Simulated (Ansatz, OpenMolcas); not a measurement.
How methods differ on C3H9Ga (trimethylgallium (TMGa))

C3H9Ga has 13 atoms, charge 0, and is taken as a singlet. As SMILES, `C[Ga](C)C`. The shape is that of a PBE0-D4/def2-TZVP optimisation.

```csv
atom,x (Å),y (Å),z (Å)
C,-0.3866,1.6627,-0.9900
Ga,0.0309,-0.0152,-0.0333
C,1.4043,-0.0170,1.3876
C,-0.9848,-1.6621,-0.4331
H,0.4960,2.2955,-1.1056
H,-1.1189,2.2356,-0.4106
H,-0.8224,1.4795,-1.9741
H,2.2071,0.6933,1.1791
H,1.8381,-1.0071,1.5405
H,0.9440,0.2865,2.3342
H,-1.3177,-1.6954,-1.4726
H,-1.8823,-1.6929,0.1945
H,-0.4080,-2.5635,-0.2165
```

Each level gives the energy change with the C4–H12 bond stretched from 1.096 to 1.260 Å (eV). The values are calculated.

```csv
level,kind,program,value (eV),CPU time (all runs)
BLYP/def2-SVP (restricted),GGA,OpenMolcas,0.25,3.1 min
PBE/def2-SVP (restricted),GGA,OpenMolcas,0.25,3 min
revPBE/def2-SVP (restricted),GGA,OpenMolcas,0.25,3 min
TPSS/def2-SVP (restricted),meta-GGA,OpenMolcas,0.27,3.8 min
r2SCAN/def2-SVP (restricted),meta-GGA,Ansatz,0.29,61 s
B3LYP/def2-SVP (restricted),global hybrid,Ansatz,0.29,39 s
CAM-B3LYP/def2-SVP (restricted),range-separated hybrid,Ansatz,0.30,59 s
MP2/def2-SVP (restricted),perturbation theory,Ansatz,0.31,26 s
```

All-electron rows without a relativistic Hamiltonian named are non-relativistic. The first shape isn't each level's own minimum. The values span 0.25 to 0.31 eV. In the correlated wave-function rows the outer d shell of Ga is correlated, in sets not made for it. CPU times are rough (shared hosts, several kinds of processor and program).

Stretching one methyl C–H bond costs 0.25 eV with all three GGAs, and MP2 gives the highest value, 0.31 eV. The meta-GGAs and hybrids lie between, but the families don't separate cleanly: r2SCAN matches B3LYP at 0.29 eV, so exact exchange isn't needed to reach the hybrid range.

The cost itself reflects the loss of overlap between carbon's sp3-like hybrid and hydrogen 1s in a strong, localised σ bond. Gallium's empty 4p orbital and the polar Ga–C bonds should affect this only indirectly, so the spread probably says more about how each method describes a C–H bond than about the metal centre. The lower GGA values would fit the tendency of such functionals to give slightly long, soft C–H bonds, which places their minima further along the stretch.

The bond is still far from broken, and the closed-shell description remains reasonable here. The ordering therefore can't be carried over to C–H dissociation energies, or to Ga–C cleavage, the step that matters in the thermal decomposition of this precursor.
